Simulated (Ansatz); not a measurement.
# A series in volume scale on Si

All results are calculated (Ansatz 0.2.0). Free energy against uniform scaling of the volume at fixed shape and fractions; periodic cell, basis, potentials, k mesh and filling as listed.

The cell before it is scaled or strained (space group I4_1/amd, No. 141):
```
CELL_PARAMETERS angstrom
-2.37140 2.37140 1.32930
2.37140 -2.37140 1.32930
2.37140 2.37140 -1.32930
ATOMIC_POSITIONS crystal
Si 0.25000 0.75000 0.50000
Si 0.50000 0.50000 0.00000
```

Settings of every row: functional r2SCAN; dispersion none; potentials PAW; wave cutoff 600 eV; density cutoff 2400 eV; k mesh 12x12x12; k shift 0x0x0; occupations cold; smearing width 0.1 eV; spin none.

Limits: coarse k mesh, up to 40 meV an atom off; the cell comes from a prototype or a list of computed structures and needn't be the stable phase.

```csv
row,volume scale,V (Å³/atom),energy above lowest point (meV/atom),pressure (GPa)
1,0.92,13.755,63.9,14.77
2,0.9467,14.154,33.1,10.1
3,0.9733,14.552,13.1,6.05
4,1,14.951,?,?
5,1.0267,15.35,0,-0.45
6,1.0533,15.748,4.4,-3.07
7,1.08,16.147,15,-5.4
```

Question: what energy above lowest point and pressure should row 4 give?

Worked fit of energy above lowest point. Take u = (V_r/V)^(2/3) − 1 with V_r = 14.951 Å³ an atom, which is twice the finite (Eulerian) strain; such expansions in the strain, on which the Birch-Murnaghan equation of state is built, carry the rest volume and the bulk modulus. The shown rows have u = 0.05716, 0.0372, 0.0182, -0.0174, -0.03403, -0.05001. Least squares give energy above lowest point = 2.49 + 359 × u + 12335 × u² + 3167 × u³ meV/atom; a parabola predicts inner rows, each left out in turn, worse (root mean square 0.19 against 0.069 meV/atom). All shown rows lie on it to the printed digit. Its lowest point lies at u = -0.0146, or V = 15.29 Å³ an atom, and the curvature there gives the bulk modulus at fixed shape and fractions, B = (4/9)(1 + u)² E″(u)/V = 110 GPa. Letting shape and atoms relax would as a rule lower it, by much in layered, chain or molecular crystals. The withheld row has u = 0, so the fit gives 2.49 + 359 × (0) + 12335 × (0)² + 3167 × (0)³ = 2.5 meV/atom.

The calculation gave 2.5 meV/atom. The fit meets it to the printed digit.

Worked fit of pressure. Take u = (V_r/V)^(2/3) − 1 with V_r = 14.951 Å³ an atom, which is twice the finite (Eulerian) strain; such expansions in the strain, on which the Birch-Murnaghan equation of state is built, carry the rest volume and the bulk modulus. The shown rows have u = 0.05716, 0.0372, 0.0182, -0.0174, -0.03403, -0.05001. Least squares give pressure = 2.577 + 182.16 × u + 497.7 × u² + 855 × u³ GPa; a parabola predicts inner rows, each left out in turn, worse (root mean square 0.05 against 0.022 GPa). The rows lie off it by -0.01, 0.01, -0.01, 0.00, 0.01, 0.00. The pressure vanishes at u = -0.0147, or V = 15.29 Å³ an atom, and there the bulk modulus at fixed shape and fractions is B = −V dP/dV = (2/3)(1 + u) dP/du = 110 GPa. Letting shape and atoms relax would as a rule lower it, by much in layered, chain or molecular crystals. The withheld row has u = 0, so the fit gives 2.577 + 182.16 × (0) + 497.7 × (0)² + 855 × (0)³ = 2.58 GPa.

The calculation gave 2.56 GPa. The fit lies 0.02 GPa (0.099 % of the column's range) above it; its largest miss of a shown row is 0.01 GPa.
